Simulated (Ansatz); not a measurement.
# How basis sets differ on BF (SMILES [B]F)

BF has 2 atoms, charge 0, and is taken as a singlet. As SMILES, `[B]F`. The shape is that of a PBE0-D4/def2-TZVP optimisation.

```xyz
2

B     0.0000    0.0000   -0.0094
F     0.0000    0.0000    1.2537
```

Quantity: the electronic atomisation energy, in eV. The values are calculated. Electronic energies at fixed atoms, without zero-point motion or spin-orbit coupling.

```json
{"level": "MP2/STO-3G", "kind": "perturbation theory", "program": "Ansatz", "value (eV)": "7.18", "CPU time (all runs)": "0.11 s"}
{"level": "MP2/aug-cc-pVDZ", "kind": "perturbation theory", "program": "Ansatz", "value (eV)": "7.52", "CPU time (all runs)": "0.44 s"}
{"level": "MP2/def2-TZVPPD", "kind": "perturbation theory", "program": "Ansatz", "value (eV)": "8.07", "CPU time (all runs)": "1.1 s"}
{"level": "MP2/aug-cc-pVTZ", "kind": "perturbation theory", "program": "Ansatz", "value (eV)": "8.10", "CPU time (all runs)": "0.93 s"}
{"level": "MP2/aug-cc-pVQZ", "kind": "perturbation theory", "program": "Ansatz", "value (eV)": "8.21", "CPU time (all runs)": "4.2 s"}
{"level": "MP2/aug-cc-pV5Z", "kind": "perturbation theory", "program": "Ansatz", "value (eV)": "8.24", "CPU time (all runs)": "19 s"}
```

The values span 7.18 to 8.24 eV. Times are those of the runs behind each value, whatever else they computed, on shared processors of several kinds: orders of magnitude only.

The atomisation energy rises with every step up the correlation-consistent series, but the gains shrink quickly: most of the change comes between aug-cc-pVDZ (7.52 eV) and aug-cc-pVTZ (8.10 eV), and little remains between aug-cc-pVQZ and aug-cc-pV5Z. The molecule has more closely packed electron pairs than the separated atoms, so it gains more from the high-angular-momentum functions that describe short-range correlation. Polarisation functions also help describe the strongly polar σ bond and the donation of fluorine π lone pairs into the empty boron p orbitals. The near agreement of def2-TZVPPD and aug-cc-pVTZ suggests that the basis family matters less here than reaching triple-zeta quality. STO-3G lies fairly close to aug-cc-pVDZ, but this probably reflects cancelling errors, since a minimal basis can describe neither polarisation nor correlation properly. The largest-basis value of 8.24 eV is probably slightly below the MP2 limit; that convergence does not establish the true bond strength, which second-order perturbation theory may well overestimate.
